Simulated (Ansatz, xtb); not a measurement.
## Two isomers of H4Se2Sn

Structure a: `[SeH][SnH2][SeH]`, a singlet. Structure b: `[SeH][Se][SnH3]`, a singlet. Both are isolated molecules in the gas phase, relaxed with PBE0-D4/def2-SVP; the shapes shown needn't be the lowest conformers.

a (Å):

```yaml
atoms:
  - { symbol: Se, position_ang: [-2.1696, -0.4678, -0.5681] }
  - { symbol: Se, position_ang: [1.7913, -1.2333, 0.7722] }
  - { symbol: Sn, position_ang: [-0.0831, 0.4712, 0.5435] }
  - { symbol: H, position_ang: [-1.5565, -0.3925, -1.9038] }
  - { symbol: H, position_ang: [0.4835, 1.8007, -0.3743] }
  - { symbol: H, position_ang: [-0.5440, 0.8740, 2.1378] }
  - { symbol: H, position_ang: [2.1396, -1.1203, -0.6531] }
```

b (Å):

| atom | x (Å) | y (Å) | z (Å) |
| --- | --- | --- | --- |
| Se | -2.8307 | 1.1013 | -0.4855 |
| Se | -1.8190 | -0.9373 | -1.0666 |
| Sn | 0.5823 | -0.1422 | -0.6757 |
| H | -2.9718 | 0.8085 | 0.9542 |
| H | 0.8775 | 1.1943 | -1.6998 |
| H | 1.6068 | -1.4638 | -1.0569 |
| H | 0.7275 | 0.3000 | 0.9709 |

Estimate which is lower in electronic energy at CCSD(T)/def2-SVP + ΔMP2/def2-TZVPP, and by roughly how much.

The CCSD(T)/def2-SVP + ΔMP2/def2-TZVPP calculation puts structure a lower, by 0.800 eV.

Level by level:

| level | geometry | E(b) − E(a) (eV) | departure from the last row (eV) | job, with rough time for the two |
| --- | --- | --- | --- | --- |
| PBE0-D4/def2-SVP | PBE0-D4/def2-SVP | +0.797 | −0.002 | optimisation, 2.7 min |
| HF/def2-SVP | PBE0-D4/def2-SVP | +0.892 | +0.092 | part of the CCSD(T) run |
| MP2/def2-SVP | PBE0-D4/def2-SVP | +0.912 | +0.112 | part of the CCSD(T) run |
| CCSD(T)/def2-SVP | PBE0-D4/def2-SVP | +0.867 | +0.068 | single point |
| CCSD(T)/def2-SVP + ΔMP2/def2-TZVPP | PBE0-D4/def2-SVP | +0.800 |  | single point, 59 s |

As drawn, b has 1 Se–Se, 1 Sn–H in place of 1 Se–Sn, 1 Se–H.

The levels shown agree on the order. The largest departure from CCSD(T)/def2-SVP + ΔMP2/def2-TZVPP is that of MP2/def2-SVP, 0.112 eV. Levels run at GFN2-xTB geometries aren't shown. The last row adds to CCSD(T) the change of the MP2 difference between the two basis sets, here −0.068 eV.

With harmonic frequencies from PBE0-D4/def2-SVP (ideal gas, rigid rotor, one conformer each, 298.15 K, 1 atm): on the last row, ΔE + ΔZPE = +0.796, ΔH = +0.783, ΔG = +0.824 eV.

The correlated steps freeze 22 core orbitals; the filled d shell of Se and Sn is correlated, in a basis made for valence electrons. Atoms past krypton carry core potentials in the def2 sets and no spin–orbit term is included. Mirror images aren't counted in ΔG. Run with Ansatz 0.2.0; the last row on 2 threads of Arm Neoverse V1 on a shared host.

The dihydride with two SeH groups lies clearly below the diselenide, by 0.800 eV, and the free-energy difference of +0.824 eV keeps that order. The bond exchange suggests why: b gives up a polar Sn–Se bond and a Se–H bond for a Sn–H bond and a homonuclear Se–Se bond, which is comparatively weak and has adjacent lone pairs that repel each other. In redox terms, b keeps a reducible Se–Se link beside hydridic hydrogen on tin, whereas a has both selenium atoms fully reduced.

Hartree–Fock already gives +0.892 eV, so the preference doesn't depend on electron correlation. The close match between PBE0 and the composite value probably owes something to cancellation, since in the same small basis CCSD(T) gives a larger gap, +0.867 eV, and the basis correction then removes most of the difference. The energies establish a thermodynamic preference between these two isomers, but without a barrier for the rearrangement they don't show how long b would persist.
